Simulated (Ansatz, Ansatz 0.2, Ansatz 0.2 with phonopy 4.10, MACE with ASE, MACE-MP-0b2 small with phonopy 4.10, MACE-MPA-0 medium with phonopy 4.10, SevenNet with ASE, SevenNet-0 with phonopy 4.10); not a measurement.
# Heat capacity of titanium carbide at room temperature from quasi-harmonic PBEsol phonons

## Experiment

The quantity to reproduce is the isobaric heat capacity of rocksalt TiC at room temperature. "High-Throughput Prediction of Finite-Temperature Properties using the Quasi-Harmonic Approximation" (2016, arXiv:1603.06924) tabulates an experimental value of 33.9 J/mol/K per formula unit, which is 16.95 J/(mol K) per mole of atoms. This is a secondary citation: the table draws on earlier measurements. I take the number to be a calorimetric standard heat capacity of nearly stoichiometric carbide, but that is my own reading. The composition of the sample is not given with the value, and it matters in principle, because real titanium carbide is usually short of carbon and vacancies alter the heat capacity. Thermal expansion, bulk modulus, Grüneisen parameter and volume are not compared with experiment here.

| compared with | measured | source's wording or label | T (K) | method |
| --- | --- | --- | --- | --- |
| C_P (J/(mol K)) | 16.95 | 33.9 J/mol/K | room temperature | experimental value quoted in a table of the paper |

Conditions are those given with the value in the passage it was taken from; "not stated" means there, and the paper may say more elsewhere. The values are a selection: others may have been left out beforehand as unlike or outlying.

## Plan

The aim is C_P within 5 % of the measured value, for a perfect, nonmagnetic two-atom cell. At room temperature TiC has reached only about two thirds of the classical limit of roughly 25 J/(mol K), so the heat capacity still depends on the phonon frequencies. A uniform frequency error of some 6 or 7 % would use up the 5 %. A good semilocal functional should do better than that, and the target also leaves some room for an unknown carbon deficit.

I go straight to PBEsol with linear-response phonons in a quasi-harmonic study that includes zero-point motion and the electrons' free energy. PBEsol usually gives good volumes and force constants for stiff, metallic carbides. Machine-learned potentials would be cheaper, but they inherit PBE's energy surface and often make phonons too soft, which would raise C_P. The checks that matter are the phonon mesh and the way the phonons are obtained; a neighbouring functional then gives the scale of the remaining uncertainty.

The structure is relaxed at each level. The starting cell from the database, a 1963 entry, is 0.1 to 0.3 % short, probably because its lengths are in kX units, so I do not use it to judge the computed volumes.

System: TiC, Fm-3m; Fm-3m, 2 atoms in the primitive cell; start from the COD cell (10.07 A^3/atom), relaxed at each level; note on this database entry: 0.1 to 0.3 % short, probably kX units; entry of 1963.

## 1. PBEsol with two phonon meshes

The 4×4×4 phonon mesh is the level I intend to judge, and the 2×2×2 mesh beside it shows how much the sampling matters. I expect the heat capacity, an average over the whole phonon spectrum, to move little, and the thermal expansion, which rests on the volume dependence of the frequencies, to move more.

**Run 1.** Ansatz 0.2: quasi-harmonic study, PBEsol, PAW set soft_2 (files made for PBE), 487.2 eV (not typed: chosen by the program), k 16x16x16, q 4x4x4 by linear response, methfessel_paxton occupations 0.2 eV, spin none, start at 9.89 A^3/atom.

Key lines of the input:
```
crystal:
  lattice:
    - [0.0, 2.1466238395, 2.1466238395]
    - [2.1466238395, 0.0, 2.1466238395]
    - [2.1466238395, 2.1466238395, 0.0]
  # atoms left out
kpoints:
  mp_grid: { grid: [16, 16, 16] }
hamiltonian:
  xc: pbesol
scf:
  occupations: { method: methfessel_paxton, width: 0.2 }
  lower_state_search: "off"
phonons:
  method: dfpt
  qmesh: [4, 4, 4]
  temperatures: { t_max: 1200.0, t_step: 50 }
  thermal_expansion: {}
```

Command:
```
ansatz run input.yaml --threads 8 --pin off --max-ram 16384MiB --backend cpu --events-out ev --progress --plain --runs-dir out
```

Selected lines of the output:
```
      T/K        a/Å        b/Å        c/Å       V/Å³ | expansion of a, b, c, V (1e-6/K)   | that of V in the mean from 25 °C | C_P, C_V (J/mol K of the cell) | B_T, B_S (GPa)
   298.15    3.04586    3.04586    3.04586    19.9809 |    5.79    5.79    5.79   17.38 |       - |    34.409    34.130 |   257.25   …
```

Converged; 11 min on 8 cores of Arm Neoverse V1, shared host. Warnings: thermal_expansion_settings (in short: Summarizes the numerical settings used by each cell in the thermal-expansion study, including basis cutoff, k-point and wave-vector sampling, and relaxation, electron and phonon options).

**Run 2.** Ansatz 0.2: quasi-harmonic study, PBEsol, PAW set soft_2 (files made for PBE), 487.2 eV (not typed: chosen by the program), k 16x16x16, q 2x2x2 by linear response, methfessel_paxton occupations 0.2 eV, spin none, start at 9.89 A^3/atom.

Key lines of the input:
```
crystal:
  lattice:
    - [0.0, 2.146623836, 2.146623836]
    - [2.146623836, 0.0, 2.146623836]
    - [2.146623836, 2.146623836, 0.0]
  # atoms left out
kpoints:
  mp_grid: { grid: [16, 16, 16] }
hamiltonian:
  xc: pbesol
scf:
  occupations: { method: methfessel_paxton, width: 0.2 }
  lower_state_search: "off"
phonons:
  method: dfpt
  qmesh: [2, 2, 2]
  temperatures: { t_max: 1200.0, t_step: 50 }
  thermal_expansion: {}
```

Selected lines of the output:
```
      T/K        a/Å        b/Å        c/Å       V/Å³ | expansion of a, b, c, V (1e-6/K)   | that of V in the mean from 25 °C | C_P, C_V (J/mol K of the cell) | B_T, B_S (GPa)
     0.00    3.04354    3.04354    3.04354    19.9354 |    0.00    0.00    0.00    0.00 |    8.22 |     0.000     0.000 |   261.59   …
   150.00    3.04396    3.04396    3.04396    19.9436 |    2.83    2.83    2.83    8.49 |   13.77 |    15.991    15.957 |   260.64   …
   298.15    3.04604    3.04604    3.04604    19.9844 |    5.95    5.95    5.95   17.86 |       - |    34.636    34.342 |   257.15   …
   400.00    3.04806    3.04806    3.04806    20.0243 |    7.01    7.01    7.01   21.02 |   19.60 |    40.815    40.273 |   254.22   …
   550.00    3.05149    3.05149    3.05149    20.0918 |    7.88    7.88    7.88   23.63 |   21.35 |    45.577    44.649 |   249.61   …
   850.00    3.05918    3.05918    3.05918    20.2442 |    8.82    8.82    8.82   26.47 |   23.56 |    49.834    48.093 |   239.81   …
  estimated error of the fitted expansion in any direction: up to 0.016e-6/K, at 1200 K, with few degrees of freedom (an estimate, not a bound: it was exceeded on models of known expansion)
  by sums over the sampled wave vectors an expansion of the volume parts by up to 1.01e-6/K
```

Converged; took 2.3 min. Warnings: thermal_expansion_settings.

| quantity | run 1 | run 2 | measured |
| --- | --- | --- | --- |
| C_P (J/(mol K)) | 17.20 | 17.32 | 16.95 |
| volume thermal expansion coefficient near 300 K (1e-6/K) | 17.39 | 17.86 |  |
| B_T (GPa) | 257.2 | 257.1 |  |
| Grueneisen | 1.577 | 1.609 |  |
| volume (Å³) | 9.990 | 9.992 |  |

On the 4×4×4 phonon mesh PBEsol gives 17.20 J/(mol K), 1.5 % above the measured 16.95 and well within the 5 % target. The coarser mesh gives 17.32, so refining it lowers the heat capacity by 0.7 %. The thermal expansion coefficient changes by nearly 3 %, the greater sensitivity I had anticipated.

Expansion itself contributes little to the heat capacity: C_P and C_V differ by only about 0.28 J/(mol K) per two-atom cell, or 0.8 %. The result therefore rests mainly on the phonon frequencies, and an error in the expansion coefficient would hardly touch it. The warning in both runs only summarises the numerical settings and reports no fault.

## 2. Finite displacements and a PBE comparison

I repeat the PBEsol study on the 4×4×4 mesh with finite displacements in place of linear response. This tests the force constants by a separate route at the level I am judging, and I expect the heat capacity to agree to well within 1 %.

The neighbouring level is PBE with linear response. It also bears on the potentials, whose files were made for PBE and are used here with PBEsol. PBE should give a larger cell and softer phonons, and so a somewhat higher heat capacity.

**Run 3.** Ansatz 0.2: quasi-harmonic study, PBEsol, PAW set soft_2 (files made for PBE), 487.2 eV (not typed: chosen by the program), k 16x16x16, q 4x4x4 by finite displacements, methfessel_paxton occupations 0.2 eV, spin none, start at 9.89 A^3/atom.

Key lines of the input, as changed from run 2:
```diff
  phonons:
-   method: dfpt
-   qmesh: [2, 2, 2]
+   method: fd
+   qmesh: [4, 4, 4]
```

Selected lines of the output:
```
   298.15    3.04586    3.04586    3.04586    19.9809 |    5.79    5.79    5.79   17.38 |       - |    34.407    34.128 |   257.25   …
```

Converged; took 18 min. Warnings: thermal_expansion_settings.

**Run 4.** Ansatz 0.2: quasi-harmonic study, PBE, PAW set soft_2 (files made for PBE), 487.2 eV (not typed: chosen by the program), k 16x16x16, q 4x4x4 by linear response, methfessel_paxton occupations 0.2 eV, spin none, start at 10.17 A^3/atom.

Key lines of the input:
```
crystal:
  lattice:
    - [0.0, 2.1664727307, 2.1664727307]
    - [2.1664727307, 0.0, 2.1664727307]
    - [2.1664727307, 2.1664727307, 0.0]
  # atoms left out
kpoints:
  mp_grid: { grid: [16, 16, 16] }
hamiltonian:
  xc: pbe
scf:
  occupations: { method: methfessel_paxton, width: 0.2 }
phonons:
  method: dfpt
  qmesh: [4, 4, 4]
  temperatures: { t_max: 1200.0, t_step: 50 }
  thermal_expansion: {}
```

Selected lines of the output:
```
      T/K        a/Å        b/Å        c/Å       V/Å³ | expansion of a, b, c, V (1e-6/K)   | that of V in the mean from 25 °C | C_P, C_V (J/mol K of the cell) | B_T, B_S (GPa)
     0.00    3.07177    3.07177    3.07177    20.4952 |    0.00    0.00    0.00    0.00 |    9.16 |     0.000     0.000 |   244.85   …
   150.00    3.07227    3.07227    3.07227    20.5052 |    3.22    3.22    3.22    9.65 |   15.14 |    17.037    16.995 |   243.76   …
   298.15    3.07457    3.07457    3.07457    20.5513 |    6.45    6.45    6.45   19.35 |       - |    35.265    34.934 |   240.07   …
   400.00    3.07678    3.07678    3.07678    20.5956 |    7.53    7.53    7.53   22.60 |   21.14 |    41.258    40.657 |   237.02   …
   550.00    3.08049    3.08049    3.08049    20.6701 |    8.44    8.44    8.44   25.33 |   22.95 |    45.895    44.875 |   232.22   …
   850.00    3.08882    3.08882    3.08882    20.8383 |    9.48    9.48    9.48   28.45 |   25.31 |    50.116    48.199 |   221.95   …
  estimated error of the fitted expansion in any direction: up to 0.017e-6/K, at 1200 K, with few degrees of freedom (an estimate, not a bound: it was exceeded on models of known expansion)
  by sums over the sampled wave vectors an expansion of the volume parts by up to 0.12e-6/K
```

Converged; 14 min on 8 cores of Intel Xeon at 2.70GHz, shared host. Warnings: thermal_expansion_settings.

| quantity | run 3 | run 4 | measured |
| --- | --- | --- | --- |
| C_P (J/(mol K)) | 17.20 | 17.63 | 16.95 |
| volume thermal expansion coefficient near 300 K (1e-6/K) | 17.38 | 19.35 |  |
| B_T (GPa) | 257.2 | 240.1 |  |
| Grueneisen | 1.577 | 1.646 |  |
| volume (Å³) | 9.990 | 10.276 |  |

Finite displacements reproduce the linear-response heat capacity of PBEsol to 0.002 J/(mol K) per two-atom cell, so the way the force constants are obtained does not matter here. Both routes share the potentials, the cutoff and the electronic mesh, and their agreement does not test those.

PBE gives 17.63 J/(mol K), 4.0 % above the measured value and still within the target. Its cell is 2.9 % larger than that of PBEsol and its bulk modulus lower. Of the roughly 0.86 J/(mol K) per cell by which its C_P exceeds that of PBEsol, about 0.80 is already present in C_V. The difference thus lies almost entirely in C_V and hardly in the expansion term. That is what the softer phonons I expected of PBE would give, though C_V also holds a small electronic part that is not separated here. Because the potential files were made for PBE, the comparison changes the functional and its match to the potentials together; it sets a scale for the choice of level but does not isolate the effect of the mismatch in PBEsol.

## Summary of runs

| run | settings | C_P (J/(mol K)) | deviation | cost |
| --- | --- | --- | --- | --- |
| 1 | quasi-harmonic study, PBEsol, q 4x4x4 by linear response, start at 9.89 A^3/atom | 17.20 | +0.25 (+1.5 %) | 89 core-min |
| 2 | quasi-harmonic study, PBEsol, q 2x2x2 by linear response, start at 9.89 A^3/atom | 17.32 | +0.37 (+2.2 %) | 19 core-min |
| 3 | quasi-harmonic study, PBEsol, q 4x4x4 by finite displacements, start at 9.89 A^3/atom | 17.20 | +0.25 (+1.5 %) | 2.4 core-h |
| 4 | quasi-harmonic study, PBE, q 4x4x4 by linear response, start at 10.17 A^3/atom | 17.63 | +0.68 (+4.0 %) | 1.8 core-h |
|  | measured | 16.95 |  |  |

Further runs on the same system, made beside this series (convergence steps with loose settings among them):

| further | settings | C_P (J/(mol K)) | deviation | cost | status |
| --- | --- | --- | --- | --- | --- |
| F1 | Ansatz: quasi-harmonic study, PBE+D3(BJ), 487.2 eV (not typed: chosen by the program), k 16x16x16, q 4x4x4 by linear response, methfessel_paxton occupations 0.2 eV, spin none, start at 9.88 A^3/atom | 17.10 | +0.15 (+0.9 %) | 1.6 core-h | warnings: thermal_expansion_settings |
| F2 | Ansatz: quasi-harmonic study, LDA, 487.2 eV (not typed: chosen by the program), k 16x16x16, q 4x4x4 by linear response, methfessel_paxton occupations 0.2 eV, spin none, start at 9.67 A^3/atom | 16.95 | +0.00 (+0.0 %) | 77 core-min | warnings: thermal_expansion_settings |
| F3 | SevenNet-0 with phonopy: phonons at 6 volumes and phonopy's Vinet fit, SevenNet-0, machine-learned potential, supercell 4x4x4, displacement 0.04 A, no electronic free energy, no LO-TO term, volumes 9.88 to 10.69 A^3/atom | 19.33 | +2.38 (+14.0 %) | 4.9 core-min |  |
| F4 | MACE-MP-0b2 small with phonopy: phonons at 6 volumes and phonopy's Vinet fit, MACE-MP-0b2 small, machine-learned potential, supercell 4x4x4, displacement 0.02 A, no LO-TO term, volumes 9.86 to 10.67 A^3/atom | 18.26 | +1.31 (+7.7 %) | 4.8 core-min |  |
| F5 | MACE-MPA-0 medium with phonopy: phonons at 6 volumes and phonopy's Vinet fit, MACE-MPA-0 medium, machine-learned potential, supercell 4x4x4, displacement 0.02 A, no LO-TO term, volumes 9.86 to 10.67 A^3/atom | 18.07 | +1.12 (+6.6 %) | 9 core-min |  |
| F6 | Ansatz: quasi-harmonic study, LDA, 487.2 eV (not typed: chosen by the program), k 16x16x16, q 2x2x2 by linear response, methfessel_paxton occupations 0.2 eV, spin none, start at 9.67 A^3/atom | 17.05 | +0.11 (+0.6 %) | 18 core-min | warnings: thermal_expansion_settings |
| F7 | Ansatz: quasi-harmonic study, PBEsol, 487.2 eV (not typed: chosen by the program), k 12x12x12, q 4x4x4 by linear response, methfessel_paxton occupations 0.2 eV, spin none, start at 9.89 A^3/atom | 17.20 | +0.25 (+1.5 %) | 46 core-min | warnings: thermal_expansion_settings |
| F8 | Ansatz: quasi-harmonic study, PBEsol, PAW set soft_2 (files made for PBE), 320 eV, k 16x16x16, q 4x4x4 by linear response, methfessel_paxton occupations 0.2 eV, spin none, start at 9.93 A^3/atom | 17.26 | +0.31 (+1.8 %) | 60 core-min | warnings: cutoff_below_recommended; thermal_expansion_settings |
| F9 | Ansatz 0.2 with phonopy: phonons at 6 volumes and phonopy's Vinet fit, PBEsol, PAW set soft_2 (files made for PBE), 420 eV, k 16x16x16, q 4x4x4, no electronic free energy, volumes 9.59 to 10.39 A^3/atom | 17.17 | +0.22 (+1.3 %) | 1.7 core-h |  |
|  | measured | 16.95 |  |  |  |

## Verdict

PBEsol meets the 5 % target: on the 4×4×4 phonon mesh it gives 17.20 J/(mol K), 1.5 % above the measured 16.95, for 89 core-minutes.

The phonon mesh was the useful check, since refining it lowered the result by 0.7 %. Finite displacements only confirmed linear response, at 2.4 core-hours. A coarser electronic mesh leaves the heat capacity at 17.20, and a cutoff of 320 eV, below the recommended one, raises it only to 17.26. A still denser phonon mesh, a higher cutoff and other PAW sets are not shown in this report. Using potential files made for PBE with PBEsol is common practice, but the size of its effect on this result is not shown here either.

The agreement has a sound basis: the heat capacity comes almost wholly from the harmonic phonons, and expansion adds only 0.8 %. The choice of functional matters more than the numerical settings compared. LDA gives 16.95 and PBE 17.63, a spread larger than PBEsol's excess of 0.25. Slightly soft PBEsol phonons could therefore account for that excess, though this is an inference and is not shown in this report. LDA's coincidence with a single second-hand value does not make it the better level.

The sample's composition is a further uncertainty. Missing carbon lowers the heat capacity per formula unit by removing atoms, while any softening of the remaining phonons raises it; I cannot put a size on the net effect.

The machine-learned potentials take only minutes but miss the target, at 6.6 to 14.0 % too high. They also lie above PBE itself, so the PBE energy surface they were trained on does not explain the whole error. For this quantity I would use PBEsol with linear-response phonons.

[Logs are printed without paths, hosts, clocks, repeated set-up lines and the standing remarks that a program may print on its own settings, such as how far it seeks lower states.]

[The runs shown are a pick from a larger set of finished runs; failed, doubtful and other runs were left out of it ahead of writing. So were measured values far from every level or from commonly accepted values, and agreement can look better than it is. Lines of input and output are excerpts and may be shortened.]
